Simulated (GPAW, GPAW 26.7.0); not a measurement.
# Pt 4f binding energy of platinum metal: how the spin of the core hole affects agreement with photoemission

## What was measured

The reference is the photoemission value tabulated in "Electron binding energies" (2001, X-Ray Data Booklet, Lawrence Berkeley National Laboratory, Table 1-1; from Fuggle and Martensson, J. Electron Spectrosc. Relat. Phenom. 21, 275 (1980)). It gives the Pt 4f7/2 line of the metal at 71.2 eV below the Fermi level. The calculation has no spin-orbit splitting of the core line, so the value compared is the multiplicity-weighted centre of the doublet, 72.61 eV, formed with the splitting from the same table.

A second value comes from "Electronic structure of SrPt_4Ge_{12}: a combined photoelectron spectroscopy and band structure study" (2009, arXiv:0906.1871), where platinum scraped in situ served as the reference metal. Its 4f7/2 peak at 71.1 eV puts the centre at 72.51 eV. The line of a metal is asymmetric and the surface atoms contribute at lower binding energy, so a peak maximum need not be exactly the bulk level.

| compared with | measured | source's wording or label | method |
| --- | --- | --- | --- |
| Pt 4f (eV) | 72.61 | formed from the printed 71.2 eV (Pt 4f7/2 of the metal against the Fermi level) | photoemission, handbook table * |
| Pt 4f (eV) | 72.51 | formed from the printed 71.1 eV (Pt 4f7/2 peak against Fermi level) | X-ray photoelectron spectroscopy |

Where a quantity has several values, deviations refer to the one marked *.

Conditions are those given with the value in the passage it was taken from; "not stated" means there, and the paper may say more elsewhere. The values are a selection: others may have been left out beforehand as unlike or outlying.

## Approach

I want the cheapest level that gives the Pt 4f binding energy within 0.3 eV of 72.61 eV. Chemical shifts of this line between the metal and its compounds range from some tenths of an electronvolt to a few electronvolts, so an absolute value good to 0.3 eV would help to assign a spectrum. The two measured centres lie 0.1 eV apart, though determinations of one line can differ by a few tenths of an electronvolt, so a result near the edge of the target can't be judged sharply.

The binding energy is the difference in total energy between a cell with a 4f hole, its electron added to the valence at the Fermi level, and the same cell without the hole. The atoms sit in the measured fcc cell throughout, so no error of a computed lattice constant enters; vibrations are left out, and I expect them to matter far less than 0.3 eV here.

Two kinds of error have to be kept apart. The hole repeats with the cell, and in a small cell the holes interact and the added electron is a large change to the valence; this can be converged away, together with mesh and cutoff. The functional and the treatment of the hole's spin remain. Semilocal functionals commonly miss absolute core levels by an electronvolt or more in heavy atoms, so the target is demanding. I start with the primitive cell and enlarge it before judging any functional.

System: Pt (Platinum); space group Fm-3m, 1 atom in the base cell, measured (COD) cell.

On the selection of runs and values: Besides any runs that a report passes over, these were set aside when the results were gathered: 1 cell relaxed under the stress of an incomplete basis.

## 1. LDA in the primitive cell

One atom with LDA is the lightest start. Every atom then carries a hole, with neighbouring holes only 2.8 Å apart, so I take the result as a first orientation and expect a visible error from the crowding of the holes.

**Run 1.** GPAW 26.7.0: LDA; 1-atom cell, holes 2.8 A apart; electron kept in the cell (mesh 14x14x14, cutoff 420 eV, 1 atoms).

Key lines of the input:
```
atoms = Atoms(['Pt'],
              cell=[[0.0, 1.96155, 1.96155], [1.96155, 0.0, 1.96155], [1.96155, 1.96155, 0.0]],
              scaled_positions=[[0.0, 0.0, 0.0]],
              pbc=(True, True, True))
params = dict(mode=PW(420),
              xc='LDA',
              kpts={'size': (14, 14, 14), 'gamma': True},
              occupations=FermiDirac(0.08),
              nbands=-8,
              maxiter=200,
              txt='gs.txt')
hole.calc = GPAW(**{**params, 'charge': -1, 'txt': f'hole{i}.txt', 'setups': {**params.get('setups', {}), i: 'hole' + params.get('setups', {}).get(atoms[i].symbol, '')}})
out['levels'][i] = hole.get_potential_energy(force_consistent=True) + hole.calc.get_reference_energy() - e0
```

Command:
```
gpaw-setup -f LDA Pt > setup.log
gpaw-setup -f LDA --core-hole=4f,1.0 --name=hole Pt > setup.log
OMP_NUM_THREADS=1 mpirun -n 4 gpaw python run.py > run.log
```

Selected lines of the output:
```
[energy with the hole less without, eV] Pt 1 4f: 72.452
```

Converged; 9.1 s on 4 cores of Arm Neoverse V1, shared host.

| quantity | run 1 | measured | deviation |
| --- | --- | --- | --- |
| Pt 4f (eV) | 72.45 | 72.61 | −0.16 |
| volume an atom (Å³) | 15.10 |  |  |

The first value, 72.45 eV, lies 0.16 eV below the reference and so inside the target. I don't accept it yet: with a hole on every atom, this is a crystal made entirely of core-ionised platinum, and the agreement may come from errors that cancel.

## 2. PBE and a larger cell

I now take PBE in the same primitive cell, which isolates the change of functional, and then PBE in a cell of eight atoms, where the holes are 5.5 Å apart and seven neighbours without a hole can take part in the screening. The second step should show how much the crowding of the holes matters. Both runs should still be cheap, given the few seconds that the first one needed.

**Run 2.** GPAW 26.7.0: PBE; 1-atom cell, holes 2.8 A apart; electron kept in the cell (mesh 14x14x14, cutoff 420 eV, 1 atoms).

Key lines of the input, as changed from run 1:
```diff
  params = dict(mode=PW(420),
-               xc='LDA',
+               xc='PBE',
```

Command:
```
gpaw-setup -f PBE Pt > setup.log
gpaw-setup -f PBE --core-hole=4f,1.0 --name=hole Pt > setup.log
OMP_NUM_THREADS=1 mpirun -n 4 gpaw python run.py > run.log
```

Selected lines of the output:
```
[energy with the hole less without, eV] Pt 1 4f: 72.259
```

Converged; 9.9 s, same machine.

**Run 3.** GPAW 26.7.0: PBE; 8-atom cell, holes 5.5 A apart; electron kept in the cell (mesh 8x8x8, cutoff 420 eV, 8 atoms).

Key lines of the input, as changed from run 2:
```diff
- atoms = Atoms(['Pt'],
-               cell=[[0.0, 1.96155, 1.96155], [1.96155, 0.0, 1.96155], [1.96155, 1.96155, 0.0]],
-               scaled_positions=[[0.0, 0.0, 0.0]],
+ atoms = Atoms(['Pt', 'Pt', 'Pt', 'Pt', 'Pt', 'Pt', 'Pt', 'Pt'],
+               cell=[[3.9231, 0.0, 3.9231], [0.0, 3.9231, 3.9231], [-3.9231, -3.9231, 0.0]],
+               scaled_positions=[[0.0, 0.0, 0.5], [0.0, 0.0, 0.0], [0.5, 0.0, 0.5], [0.5, 0.0, 0.0], [0.0, 0.5, 0.5], ...],
  params = dict(mode=PW(420),
-               kpts={'size': (14, 14, 14), 'gamma': True},
+               kpts={'size': (8, 8, 8), 'gamma': True},
```

Selected lines of the output:
```
Free energy:     -51.372983
[energy with the hole less without, eV] Pt 1 4f: 72.303
```

Converged; 2.2 min on 4 cores of Intel Xeon Platinum 8488C (Sapphire Rapids), shared host.

| quantity | run 2 | run 3 | measured |
| --- | --- | --- | --- |
| Pt 4f (eV) | 72.26 | 72.30 | 72.61 |
| volume an atom (Å³) | 15.10 | 15.10 |  |

Going from LDA to PBE in the primitive cell lowers the binding energy by 0.19 eV. The eightfold cell raises the PBE value by only 0.04 eV, to 72.30 eV, although the distance between holes doubles. I had expected the crowding to cost more; the metal evidently screens the hole over a short distance, or contributions to the change offset each other. The k-point sampling also changed slightly between the two cells, so the 0.04 eV is not purely an effect of hole distance.

PBE in the larger cell is 0.31 eV below the reference, a narrow miss. The other measured value, 72.51 eV, would turn it into a pass, so the case is undecided.

## 3. Mesh and cutoff for the eight-atom cell

With the result on the edge of the target, hundredths of an electronvolt count. Platinum has a high density of d states at the Fermi level, and the added electron goes there, so I try a denser k-point mesh, and separately a cutoff raised by 40 %. I expect small shifts from both, the mesh being the more likely to matter.

**Run 4.** GPAW 26.7.0: PBE, another k-point mesh; 8-atom cell, holes 5.5 A apart; electron kept in the cell (mesh 12x12x12, cutoff 420 eV, 8 atoms).

Key lines of the input, as changed from run 3:
```diff
  params = dict(mode=PW(420),
-               kpts={'size': (8, 8, 8), 'gamma': True},
+               kpts={'size': (12, 12, 12), 'gamma': True},
```

Selected lines of the output:
```
[energy with the hole less without, eV] Pt 1 4f: 72.309
```

Converged; 4.5 min on 4 cores of Intel Xeon 6975P-C (Granite Rapids), shared host.

**Run 5.** GPAW 26.7.0: PBE, cutoff at 140 % of the usual; 8-atom cell, holes 5.5 A apart; electron kept in the cell (mesh 8x8x8, cutoff 588 eV, 8 atoms).

Key lines of the input, as changed from run 3:
```diff
- params = dict(mode=PW(420),
+ params = dict(mode=PW(588),
```

Selected lines of the output:
```
[energy with the hole less without, eV] Pt 1 4f: 72.301
```

Converged; 3.4 min on 4 cores of Arm Neoverse V2, shared host.

| quantity | run 4 | run 5 | measured |
| --- | --- | --- | --- |
| Pt 4f (eV) | 72.31 | 72.30 | 72.61 |
| volume an atom (Å³) | 15.10 | 15.10 |  |

The denser mesh moves the level by 0.006 eV and the higher cutoff by 0.002 eV. Neither matters for the target, and neither lifts PBE clear of its edge: with the denser mesh the deviation is still 0.30 eV.

## 4. Holes farther apart

The distance between the holes is the remaining setting that could move PBE off the limit. A cell of 24 atoms puts them 7.3 Å apart. It will cost more than the runs so far, but the verdict on PBE hangs on a few hundredths of an electronvolt. Given the small change from one atom to eight, I expect another small one.

**Run 6.** GPAW 26.7.0: PBE; 24-atom cell, holes 7.3 A apart; electron kept in the cell (mesh 6x6x6, cutoff 420 eV, 24 atoms).

Key lines of the input:
```
atoms = Atoms(['Pt', 'Pt', 'Pt', 'Pt', 'Pt', 'Pt', 'Pt', 'Pt', 'Pt', 'Pt', 'Pt', 'Pt', 'Pt', 'Pt', 'Pt', 'Pt', 'Pt', ...],
              cell=[[-1.96155, 3.9231, 5.88465], [3.9231, -1.96155, 5.88465], [5.88465, 3.9231, -1.96155]],
              scaled_positions=[[0.0, 0.0, 0.0], [0.125, 0.0, 0.375], [0.25, 0.0, 0.75], [0.041667, 0.333333, 0.125], ...],
              pbc=(True, True, True))
params = dict(mode=PW(420),
              xc='PBE',
              kpts={'size': (6, 6, 6), 'gamma': True},
              occupations=FermiDirac(0.08),
              nbands=-16,
              maxiter=200,
              txt='gs.txt')
hole.calc = GPAW(**{**params, 'charge': -1, 'txt': f'hole{i}.txt', 'setups': {**params.get('setups', {}), i: 'hole' + params.get('setups', {}).get(atoms[i].symbol, '')}})
out['levels'][i] = hole.get_potential_energy(force_consistent=True) + hole.calc.get_reference_energy() - e0
```

Selected lines of the output:
```
[energy with the hole less without, eV] Pt 1 4f: 72.384
```

Converged; 83 min on 4 cores of Arm Neoverse V1, shared host.

| quantity | run 6 | measured | deviation |
| --- | --- | --- | --- |
| Pt 4f (eV) | 72.38 | 72.61 | −0.23 |
| volume an atom (Å³) | 15.10 |  |  |

The level rises by 0.08 eV to 72.38 eV, which brings PBE to 0.23 eV below the reference and inside the target. The step is larger than the 0.04 eV between one atom and eight, contrary to what I expected. The small first change was therefore no sign of convergence with hole distance, and I can't call 7.3 Å converged either. The margin of 0.07 eV is no wider than this last step.

## 5. An unpaired 4f hole

The runs so far share a physical simplification: the hole is spread equally over both spins. A real 4f hole leaves one electron unpaired, and the exchange energy gained by this lowers the energy of the ionised state. A calculation with two spins should therefore give a smaller binding energy and move PBE away from the measured value. I test this in the eight-atom cell, where it costs minutes and compares directly with the spin-paired PBE run.

**Run 7.** GPAW 26.7.0: PBE with two spins; 8-atom cell, holes 5.5 A apart; electron kept in the cell (mesh 8x8x8, cutoff 420 eV, 8 atoms).

Key lines of the input, as changed from run 3:
```diff
  atoms = Atoms(['Pt', 'Pt', 'Pt', 'Pt', 'Pt', 'Pt', 'Pt', 'Pt'],
-               pbc=(True, True, True))
+               pbc=(True, True, True),
+               magmoms=[0.1, 0.1, 0.1, 0.1, 0.1, 0.1, 0.1, 0.1])
  params = dict(mode=PW(420),
-               txt='gs.txt')
+               txt='gs.txt',
+               mixer=MixerDif(0.05, 8, 80))
```

Selected lines of the output:
```
Free energy:     -51.372993
[energy with the hole less without, eV] Pt 1 4f: 72.009
```

Converged; 18 min on 4 cores of Arm Neoverse N1, shared host.

| quantity | run 7 | measured | deviation |
| --- | --- | --- | --- |
| Pt 4f (eV) | 72.01 | 72.61 | −0.60 |
| volume an atom (Å³) | 15.10 |  |  |

With the hole in one spin channel the binding energy falls by about 0.29 eV, from 72.30 eV in run 3 to 72.01 eV, in the direction I expected. The energy of the cell without a hole is practically unchanged, so the shift comes from the ionised state and not from a magnetic ground state of the metal. I read it mainly as the exchange energy of the unpaired core electron; any spin polarisation of the valence around the hole is included in it too.

This changes how the earlier agreement is to be read. Spin-paired PBE comes near the reference because the missing exchange energy of the unpaired electron offsets part of an error of opposite sign. With that energy included, PBE in the eight-atom cell is 0.60 eV too low, twice the target. The larger cell raised the spin-paired value by 0.08 eV; a similar rise here would not close the gap.

## 6. Two other gradient functionals

I want to know how far the choice of semilocal functional moves the level, and run PBEsol and RPBE in the eight-atom cell with the spin-paired hole, to be compared with PBE under the same settings. They cost about as much as PBE. Since LDA lies above PBE, I expect PBEsol, with its weaker gradient correction, between the two, and RPBE somewhat below PBE. To make up for the exchange energy of the unpaired electron, a functional would have to come out about 0.3 eV or more above PBE.

**Run 8.** GPAW 26.7.0: PBEsol; 8-atom cell, holes 5.5 A apart; electron kept in the cell (mesh 8x8x8, cutoff 420 eV, 8 atoms).

Key lines of the input, as changed from run 3:
```diff
  params = dict(mode=PW(420),
-               xc='PBE',
+               xc='PBEsol',
```

Selected lines of the output:
```
[energy with the hole less without, eV] Pt 1 4f: 72.375
```

Converged; 2.4 min on 4 cores of AMD EPYC 7B13 (Zen 3), shared host.

**Run 9.** GPAW 26.7.0: RPBE; 8-atom cell, holes 5.5 A apart; electron kept in the cell (mesh 8x8x8, cutoff 420 eV, 8 atoms).

Key lines of the input, as changed from run 3:
```diff
  params = dict(mode=PW(420),
-               xc='PBE',
+               xc='RPBE',
```

Selected lines of the output:
```
[energy with the hole less without, eV] Pt 1 4f: 72.264
```

Converged; 98 s on 4 cores of INTEL XEON PLATINUM 8581C at 2.30GHz (Emerald Rapids), shared host.

| quantity | run 8 | run 9 | measured |
| --- | --- | --- | --- |
| Pt 4f (eV) | 72.38 | 72.26 | 72.61 |
| volume an atom (Å³) | 15.10 | 15.10 |  |

PBEsol gives 72.38 eV and RPBE 72.26 eV, on either side of PBE as I expected. With the spin-paired hole, PBEsol is inside the target at 0.23 eV below the reference, and RPBE, about 0.35 eV below it, misses narrowly; the second measured value would let RPBE pass too.

The three gradient functionals span only 0.11 eV. PBEsol gains 0.07 eV over PBE, far from the 0.3 eV or so that the unpaired electron takes away. Choosing among them does not repair the description of the hole.

## 7. Electronic smearing

The binding energy is a difference of free energies, and the hole changes the d states near the Fermi level, so the entropy term need not cancel between the two cells. I repeat spin-paired PBE in the eight-atom cell with a Fermi-Dirac width of 0.2 eV in place of 0.08 eV. I expect a shift of some hundredths of an electronvolt. A much larger one would put the smearing among the possible causes of the 0.60 eV miss.

**Run 10.** GPAW 26.7.0: PBE, Fermi-Dirac width 0.2 eV; 8-atom cell, holes 5.5 A apart; electron kept in the cell (mesh 8x8x8, cutoff 420 eV, 8 atoms).

Key lines of the input, as changed from run 3:
```diff
  params = dict(mode=PW(420),
-               occupations=FermiDirac(0.08),
+               occupations=FermiDirac(0.2),
```

Selected lines of the output:
```
[energy with the hole less without, eV] Pt 1 4f: 72.419
```

Converged; 2.6 min on 4 cores of Arm Neoverse V2, shared host.

| quantity | run 10 | measured | deviation |
| --- | --- | --- | --- |
| Pt 4f (eV) | 72.42 | 72.61 | −0.19 |
| volume an atom (Å³) | 15.10 |  |  |

The wider smearing raises the level by 0.12 eV to 72.42 eV, more than the hundredths I expected; hole distance was thus not the only setting left that could move PBE off the limit, as I had assumed in section 4. The deviation shrinks to 0.19 eV, but I don't count this as an improvement: the broader occupation is a numerical device, and a free-energy difference that depends on it has an error of its own.

The entropy term grows roughly as the square of the width, so the part left at 0.08 eV should be a few hundredths of an electronvolt, and removing it would lower the level. That would eat into the 0.07 eV margin by which spin-paired PBE passed in the 24-atom cell. As for the miss with the unpaired hole, the response to smearing is a fifth of the 0.60 eV. It was found between two widths with the spin-paired hole. A width below 0.08 eV is not shown in this report, but by this trend it would move the level slightly away from the measurement, so smearing does not explain the miss.

## All runs against the measurement

| run | settings | Pt 4f (eV) | deviation | cost |
| --- | --- | --- | --- | --- |
| 1 | LDA, 1-atom cell, holes 2.8 A apart, electron kept in the cell (mesh 14x14x14, cutoff 420 eV, 1 atoms) | 72.45 | −0.16 | under 1 core-min |
| 2 | PBE, 1-atom cell, holes 2.8 A apart, electron kept in the cell (mesh 14x14x14, cutoff 420 eV, 1 atoms) | 72.26 | −0.35 | under 1 core-min |
| 3 | PBE, 8-atom cell, holes 5.5 A apart, electron kept in the cell (mesh 8x8x8, cutoff 420 eV, 8 atoms) | 72.30 | −0.31 | 8.8 core-min |
| 4 | PBE, another k-point mesh, 8-atom cell, holes 5.5 A apart, electron kept in the cell (mesh 12x12x12, cutoff 420 eV, 8 atoms) | 72.31 | −0.30 | 18 core-min |
| 5 | PBE, cutoff at 140 % of the usual, 8-atom cell, holes 5.5 A apart, electron kept in the cell (mesh 8x8x8, cutoff 588 eV, 8 atoms) | 72.30 | −0.31 | 14 core-min |
| 6 | PBE, 24-atom cell, holes 7.3 A apart, electron kept in the cell (mesh 6x6x6, cutoff 420 eV, 24 atoms) | 72.38 | −0.23 | 5.5 core-h |
| 7 | PBE with two spins, 8-atom cell, holes 5.5 A apart, electron kept in the cell (mesh 8x8x8, cutoff 420 eV, 8 atoms) | 72.01 | −0.60 | 72 core-min |
| 8 | PBEsol, 8-atom cell, holes 5.5 A apart, electron kept in the cell (mesh 8x8x8, cutoff 420 eV, 8 atoms) | 72.38 | −0.23 | 9.5 core-min |
| 9 | RPBE, 8-atom cell, holes 5.5 A apart, electron kept in the cell (mesh 8x8x8, cutoff 420 eV, 8 atoms) | 72.26 | −0.35 | 6.5 core-min |
| 10 | PBE, Fermi-Dirac width 0.2 eV, 8-atom cell, holes 5.5 A apart, electron kept in the cell (mesh 8x8x8, cutoff 420 eV, 8 atoms) | 72.42 | −0.19 | 11 core-min |
|  | measured | 72.61 |  |  |

Further runs on the same system, made beside this series (convergence steps with loose settings among them):

| further | settings | Pt 4f (eV) | deviation | cost |
| --- | --- | --- | --- | --- |
| F1 | PBE, another k-point mesh, 8-atom cell, holes 5.5 A apart, electron kept in the cell (mesh 6x6x6, cutoff 420 eV, 8 atoms) | 72.33 | −0.28 | 4 core-min |
| F2 | PBE, cutoff at 70 % of the usual, 8-atom cell, holes 5.5 A apart, electron kept in the cell (mesh 8x8x8, cutoff 294 eV, 8 atoms) | 72.37 | −0.24 | 8.2 core-min |
|  | measured | 72.61 |  |  |

## Conclusion

The target of 0.3 eV was not met by the level I rest the verdict on. PBE with an unpaired 4f hole in the eight-atom cell gives 72.01 eV, 0.60 eV below the reference, for 72 core-minutes. The second measured value also leaves it outside.

Several spin-paired runs do fall within 0.3 eV, beginning with LDA in the primitive cell at under one core-minute. I count none of them as a success. Pairing the hole's spin leaves out exchange energy and raises the PBE level by about 0.29 eV (run 3 against run 7), which hides about half of the miss. Two-spin results for LDA and PBEsol are not shown in this report; I assume a lowering of similar size for them, so their standing with an unpaired hole is inferred, not shown. The spin-paired PBE result in 24 atoms, 0.23 eV low after 5.5 core-hours, profits from the same cancellation.

The two-spin run mattered most; the smearing test and the larger cell moved the level less, though still by amounts that count at the edge of the target. RPBE brought the answer no nearer. Raising the cutoff and refining the mesh from the usual settings changed the level by less than 0.01 eV. Looser choices bring spin-paired PBE inside the target, raising the level by about 0.03 eV with a coarser mesh and 0.07 eV with a lower cutoff, but such gains are numerical error.

Of the remaining 0.60 eV, hole distance may account for a little: the spin-paired level rose by 0.08 eV from 8 to 24 atoms and was not yet settled. Wider smearing raised it by 0.12 eV; a narrower width is not shown in this report, but the trend found with the spin-paired hole suggests a slightly lower level, which would not help. I suspect that most of the rest comes from the semilocal functional and from the scalar-relativistic core, whose level need not match the centre of the measured doublet. These runs can't separate the two. A core-hole calculation with spin-orbit coupling in the core would address the second.

[Logs are printed without paths, hosts, clocks, repeated set-up lines and the standing remarks that a program may print on its own settings, such as how far it seeks lower states.]

[The runs shown are a pick from a larger set of finished runs; failed, doubtful and other runs were left out of it ahead of writing. So were measured values far from every level or from commonly accepted values, and agreement can look better than it is. Lines of input and output are excerpts and may be shortened.]
